\section*{Hermann's theorem and the rigid-lattice assumption: $\beta$-brass}

\subsection*{Where the assumption enters}
Let $H<G$ be space groups with translation groups $T(H)$, $T(G)$ and point groups $P_H$, $P_G$. $T(G)$ is normal in $G$, so $M=H\,T(G)$ is a group with $H\le M\le G$. It has the translations of $G$ (translationengleiche, t, in $G$) and the point group of $H$ ($H$ is klassengleiche, k, in $M$). For maximal $H$, either $M=H$ or $M=G$, so $H$ is t or k (Hermann, 1929). Domain states are the cosets of $H$ in $G$:
\begin{equation}
i=|G:M|\,|M:H|=\frac{|P_G|}{|P_H|}\,|T(G):T(H)|=\frac{|P_G|}{|P_H|}\,\frac{V_H}{V_G},
\end{equation}
with primitive-cell volumes $V$: orientation states times antiphase states. The premise $H<G$, and with it the last step, requires every lattice vector of $H$ to be exactly an integer combination of parent vectors. The lattice must not deform.

In equiatomic CuZn, $Im\bar3m\to Pm\bar3m$, both point groups have order 48 and $M=G$. From the primitive bcc vectors $\frac a2(-1,1,1)$, $\frac a2(1,-1,1)$, $\frac a2(1,1,-1)$ the cube edges follow as pairwise sums, an integer matrix of determinant 2. Hence $i=2$: Cu on corners or on centres.

\subsection*{Letting the lattice relax}
Let $\eta$ be the long-range order, Cu occupying the two sublattices with probability $(1\pm\eta)/2$. The lost translation $(\frac12\frac12\frac12)$ sends $\eta\to-\eta$ but leaves homogeneous strain unchanged. Coupling linear in $\eta$ is forbidden, and $\eta^2$, invariant under $G$, drives only the volume strain $e=\Delta V/V$, defined against the disordered phase extrapolated to the same temperature. Pressure gives $e=-p/B$ ($B$ the bulk modulus), so $T_c(e)=T_c-BT_c'e$ with $T_c'=dT_c/dp$. The Bragg--Williams free energy per atom of volume $\Omega=a^3/2$, without constants, is
\begin{equation}
f=-\tfrac12k_B(T_c-BT_c'e)\eta^2+\tfrac12B\Omega e^2+\tfrac12k_BT\sum_\pm(1\pm\eta)\ln(1\pm\eta).
\end{equation}
Setting $\partial f/\partial e=0$, $B$ cancels:
\begin{equation}
e=-\frac{k_BT_c'}{2\Omega}\eta^2,\qquad \frac{V_H}{V_G}=2(1+e).
\end{equation}
The volume ratio is no longer an integer. The count is unchanged: $\pm\eta$ share the same $e$, and the uniformly rescaled bcc lattice carries a group isomorphic to $G$ that contains $H$ exactly. This holds for any k step, since a strain invariant under $P_H=P_G$ preserves the parent's metric symmetry. The safe form of the antiphase factor is $|T(G):T(H)|$. With a t part, symmetry-breaking strain can arise and differ between orientation states, as in CuPt-ordered GaInP ($F\bar43m\to R3m$, doubled cell, $i=(24/6)\cdot2=8$).

\subsection*{Size}
Take approximate inputs $a=2.95$~\AA, $T_c=740$~K, $T_c'=20$~K/GPa and $B=110$~GPa $=0.69$~eV/\AA$^3$. Then $\Omega=12.8$~\AA$^3$, $k_BT_c'=0.276$~\AA$^3$, and at full order ($\eta=1$, the largest effect) the model gives
\begin{equation}
e=-0.011,\qquad \frac{\Delta a}{a}\simeq\frac e3=-0.36\,\%,\qquad \frac{V_H}{V_G}=1.98 .
\end{equation}
The 110 reflection ($\lambda=1.54$~\AA, $2\theta=43.3^\circ$) moves by $\Delta(2\theta)=-\frac23e\tan\theta=+0.16^\circ$ and does not split.

Three other terms matter.
\begin{itemize}
\item Feedback. Eliminating $e$ adds $-(k_BT_c')^2B\,\eta^4/8\Omega=-0.51~\mathrm{meV}\,\eta^4$ to the entropy term $k_BT_c\eta^4/12=5.3~\mathrm{meV}\,\eta^4$ near $T_c$, a fraction 0.1. The quartic coefficient stays positive and the mean-field transition continuous.
\item Fluctuations. In the nearest-neighbour bcc Ising model with coupling $J$ per bond, the ordered state lies $4J$ per atom below the random one. Mean field has $k_BT_c=8J$, whereas fluctuations give approximately $6.35J$. The prefactor $\frac12$ becomes $0.63$ and $e=-0.014$ relative to a random alloy. Short-range order in the real parent phase reduces this again.
\item Thermal expansion. A typical $2\times10^{-5}$~K$^{-1}$ between 300 and 740~K gives 0.9\,\% in $a$, more than the ordering strain. Comparing cells taken at different temperatures therefore mostly shows expansion.
\end{itemize}
The model's strain scales directly with the assumed $T_c'$ and is good to one figure; a few tenths of a per cent in lattice parameter is the typical scale for ordering alloys. The model's volume ratio falls about 1\,\% short of 2, while the number of antiphase states remains exactly 2.